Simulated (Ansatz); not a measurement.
**Si (P6_3/mmc), a film clamped to a substrate**

These are results of DFT LDA, scalar-relativistic, plane waves, PAW (Ansatz), not measurements. The runs took a 420 eV cutoff, a Γ-centred 24×24×14 mesh and Gaussian smearing (0.15 eV). No spin polarisation. Energies are free energies at this smearing, counted from the undisturbed cell; pressure is positive in compression.

The starting cell (relaxed at this level; this form isn't the usual structure):

```
CELL_PARAMETERS angstrom
2.65107 0.00000 0.00000
-1.32553 2.29589 0.00000
0.00000 0.00000 4.54174
ATOMIC_POSITIONS crystal
Si 0.33333 0.66667 0.25000
Si 0.66667 0.33333 0.75000
```

The cell (2 atoms, V0 = 27.64 Å³) is strained by p along both x and y and by q along z, fractional coordinates fixed. τp = (1/V0) ∂E/∂p = (σxx + σyy)(1 + p)(1 + q) and τq = (1/V0) ∂E/∂q = σzz(1 + p)², with tension positive.

```
     p q  ΔE (meV/atom)  τp (GPa)  τq (GPa)
 0.000   0.000           0.00     -0.14      0.27
-0.015   0.000           5.33     -8.14     -1.07
 0.015   0.000           4.28      6.44      1.91
 0.000  -0.015           1.26     -1.85     -2.11
 0.000   0.015           2.07      1.07      2.81
```

Q: Get the second derivatives of the energy density.

A: Central differences give A = ∂τp/∂p = 486 GPa (C11 + C22 + 2 C12), C = ∂τq/∂q = 164 GPa (C33) and the cross term B = ∂τq/∂p = 99 GPa (C13 + C23); ∂τp/∂q = 97 GPa must equal B, and any difference shows higher-order terms. The ions are clamped.

Q: A film of this crystal grows with z along the normal on a substrate that imposes p. How does its thickness respond, and what does the misfit cost?

A: Count p and q from the stress-free cell. A free surface needs τq = 0, so q = −(B/C) p = -0.61 p. The energy density left is (A − B²/C) p²/2 = M p², with the biaxial modulus M = 213 GPa; a misfit of 1 % costs 1.84 meV/atom, against 2.10 meV/atom if the thickness were held.

In a metal these slopes depend on the k mesh and the smearing.

Cost: 25 runs of about 2.5 core-minutes in all, on Intel Xeon Platinum 8259CL (Skylake/Cascade Lake) (shared hosts).

The film responds to misfit mainly through its in-plane stiffness: letting the thickness relax lowers the cost of a 1 % misfit only from 2.10 to 1.84 meV/atom, because the coupling between plane and normal is modest. The crystal is also more compliant along z than an isotropic solid with the same in-plane response. This fits an axial ratio above that of ideal close packing, which leaves the contacts between layers longer, and probably weaker, than those within them. In-plane compression costs more than equal tension, as expected from steepening short-range repulsion. The opposite asymmetry along z comes mostly from the small residual stress of the starting cell and says little about anharmonicity. Clamping the ions costs nothing here, since symmetry fixes both atomic sites under these strains. Hexagonal close-packed silicon is a metallic high-pressure phase, whereas the ambient form is tetrahedrally bonded, so a positive biaxial modulus doesn't show that such a film would survive shear or transformation to the diamond structure.
